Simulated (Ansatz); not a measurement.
# From C to Ge: the atomisation energy (no zero-point term)

One atom is swapped for its congeners: BH(CH3)2; BH(CH3)(SiH3); BH(CH3)(GeH3). All are singlets with charge 0.

Shapes, held fixed at every level: PBE0-D4/def2-TZVP. Programs: Ansatz 0.2.0. Values in eV.

(1) How should the atomisation energy change along the series?

Results:

(1) At CCSD(T)/def2-TZVPP the atomisation energy falls at every step, from 38.05 to 32.86 eV. Every level shows the same order. Relativity is left out for Ge unless named. Correlated rows may include outer-core shells of Ge, which these sets cover unevenly. Spin-orbit coupling, which grows down the group, is left out (summed over each molecule's free atoms 0.01, 0.02, 0.13 eV).

```tsv
level	BH(CH3)2	BH(CH3)(SiH3)	BH(CH3)(GeH3)
HF/def2-SVP	30.89	27.22	26.08
HF/def2-TZVPP	30.44	27.02	25.78
r2SCAN-D4/def2-TZVPP	39.07	34.64	33.61
B3LYP-D4/def2-TZVPP	39.06	34.66	33.48
BHLYP-D4/def2-TZVPP	38.42	34.25	33.05
wB97X-V/def2-TZVPP	38.92	34.69	33.59
CCSD(T)/def2-TZVPP	38.05	33.74	32.86
```

Replacing one carbon by silicon and then germanium lowers the atomisation energy, with most of the loss at the first step. The exchange alters three X–H bonds as well as the B–X bond. Down the group, the valence orbitals become more diffuse and the s and p shells differ more in size, so overlap and hybridisation with hydrogen and boron are less effective. The smaller step from silicon to germanium fits the poor shielding by the filled 3d shell, which keeps germanium close to silicon in size.

Hartree–Fock already gives the order, so the trend does not depend on correlation, although correlation supplies a substantial part of the binding: for BH(CH3)2 the energy rises from 30.44 to 38.05 eV in the same basis. The density functionals lie above CCSD(T), but this need not mean overbinding, since correlated atomisation energies converge slowly with basis size and are probably still too low here. As the totals cover every bond, they do not give the strength of the B–X bond itself.
